## Results and discussion

The diamagnetic magnetisability scales with the second moment of the electron density about the field direction, $\xi^{\rm dia}=-(e^2/4m_e)\langle\sum_i r_{\perp i}^2\rangle$. For non-interacting spherical atoms the total cannot depend on where the atoms sit, so the paramagnetic term must equal $N=(e^2/4m_e)\sum_K Z_K R_{\perp K}^2$ and cancel the offset of each atom from the origin. Bonding leaves a remainder, and $\xi=(\xi^{\rm dia}+N)+(\xi^{\rm para}-N)$. The first bracket needs only the ground-state density; the second measures how the field mixes empty orbitals into occupied ones. Both are independent of origin for a neutral molecule without a dipole, such as allene.

With $N$ taken from the rotational constants and the nuclear part of the rotational g tensor of the same calculations, a field perpendicular to the C=C=C axis gives $N=2560$ (units of $10^{-30}$ J/T² throughout). This is 98 % of the centre-of-mass paramagnetic term at B3LYP/def2-TZVP, defined as total less diamagnetic. The remainder is only +58, against −520 for the ground-state bracket. The total is thus mostly a measure of the size of the density, which reasonable levels agree on to within a few per cent, and a break is expected where a level damages the small remainder.

Magnetisability and molar susceptibility of allene (C3H4), computed with PySCF 2.14.0 using density-fitted, non-relativistic GIAO Kohn-Sham DFT at the listed levels, in the gas phase at the PBE0-D3(BJ)/def2-SVP geometry. The anisotropy is the root of half the summed squared differences of the principal values.

```csv
level,magnetisability (1e-30 J/T^2),magnetisability anisotropy (1e-30 J/T^2),susceptibility (1e-6 cm^3/mol)
B3LYP/3-21G,-475.9,30.00,-28.660
LC-wPBE/pcSseg-2,-467.7,2.10,-28.160
B3LYP/aug-pcSseg-1,-463.0,3.40,-27.880
HSE06/pcSseg-2,-462.8,1.10,-27.870
"B3LYP/6-311+G(2d,p)",-462.3,2.00,-27.840
X3LYP/pcSseg-2,-462.2,0.50,-27.830
mPW1PW91/pcSseg-2,-461.6,3.40,-27.800
B3LYP/def2-TZVP,-460.7,3.70,-27.740
PW91/pcSseg-2,-456.1,4.70,-27.470
revPBE/pcSseg-2,-455.2,3.00,-27.410
```

The magnetisability $\xi$ is the mean of the three principal values, and the susceptibility is the same quantity per mole, $0.0602\,\xi$ in the printed units. All rows are singlet allene at one geometry. Nine of them span 12.5, or 2.7 % of the def2-TZVP value, as the scaling suggests.

### A smooth line in exact exchange

Exact exchange widens orbital gaps, while its direct part in the coupled magnetic response offsets some of that effect. If the wider gaps prevail and the density changes little, the remainder weakens and $\xi$ becomes more negative as the fraction $a$ grows. To first order $\xi=\xi_0+s\,a$. A least-squares fit to the five pcSseg-2 rows with a nominal fraction (recalled as 0 for PW91 and revPBE, 0.22 for X3LYP, 0.25 for mPW1PW91 and, at short range, HSE06) gives

$$\xi=-455.7-27.1\,a .$$

The rms residual is 0.56. The five points form two clusters, so the fit fixes a step between GGAs and hybrids and doesn't test linearity. A two-level form $\xi_0+A/\Delta$, with $\Delta$ the HOMO–LUMO gap, fitted in the same way has twice the rms. It misses HSE06 by 1.9, which is more diamagnetic than mPW1PW91 despite a narrower gap.

B3LYP took no part in the fit. With $a=0.20$,

$$\xi=-455.7-27.1\times0.20=-461.1 .$$

The three larger bases lie within 1.9 of this value, a scatter that mixes basis with functional. Their spread of 2.3 exceeds the 1.2 that separates HSE06, X3LYP and mPW1PW91, so the order of these hybrids is not secure. B3LYP/3-21G lies 14.8 below the line and is the one clear break in $\xi$.

### The break at 3-21G

The principal values of the same runs locate the break. Against def2-TZVP, the component along the chain moves by +2.3 and the perpendicular one by −24.0. The perpendicular shift is a diamagnetic term weaker by 14.8, from a more compact density, outweighed by a paramagnetic loss of 38.8. The anisotropy is large for the same reason that the mean is low.

Measured against the remainder the damage is drastic: 3-21G keeps 33 % of the def2-TZVP value across the chain and 91 % along it. Since the functional is unchanged, the comparison shows a basis artefact. GIAOs remove the dependence on the gauge origin but cannot supply functions that the first-order orbitals need, and 3-21G has no polarisation functions; this is the standard cause, though the basis is also smaller in other respects. Why the loss is directional is not settled by these rows: in either direction the field turns p orbitals of an atom into one another, which an s,p basis describes. A possible cause is that a perpendicular field also drives currents along the bonds of the chain, which call for higher angular momentum.

### Breaks that the mean hides

For a symmetric top the printed anisotropy reduces to $|\xi_\parallel-\xi_\perp|$ and loses its sign. The difference is negative for PW91, revPBE and X3LYP and positive in the other seven rows, so PW91 and mPW1PW91 differ by 8.1 rather than 1.3. All four pcSseg-2 functionals with exact exchange lower $\xi_\perp$ more than $\xi_\parallel$ relative to PW91, which carries the difference towards or through zero. The −0.5 of X3LYP and the +1.1 of HSE06 are smaller in size than the 1.8 spread over the larger B3LYP bases, so neither sign is secure.

LC-wPBE has no single fraction and was left out of the fits. Its $\xi$ corresponds to $a=0.44$, where a least-squares line through the signed anisotropies of the same five rows gives +5.9, while the calculation gives +2.1. One effective fraction may therefore fail to describe both components. The evidence is weak, because the line is extrapolated and scatters by 1.2 on its own rows, and the three larger B3LYP bases, at $a=0.20$, miss it by 1.5 to 3.2, nearly as much as the 3.8 of LC-wPBE.

X3LYP sits on the line for a different reason than its neighbours. From PW91 to mPW1PW91 the isotropic paramagnetic term falls by 10.7 while the diamagnetic term weakens by 5.2, and HSE06 and LC-wPBE show the same signs. The paramagnetic fall is what the exchange argument requires. For X3LYP the paramagnetic term falls by only 2.3, and a diamagnetic term stronger by 3.8 supplies most of the shift. The line in $a$ describes the totals without proving one mechanism behind them.

The three larger B3LYP bases resemble X3LYP here, with perpendicular remainders of 58 to 60 against about 50 for HSE06 and mPW1PW91. B3LYP and X3LYP share LYP correlation and exchange built largely on B88. Either could give a more extended density and a softer response, and these rows don't isolate the cause. All breaks are sized against other levels for a rigid gas-phase molecule without vibrational averaging, so they measure consistency between levels and don't rank the functionals by accuracy.
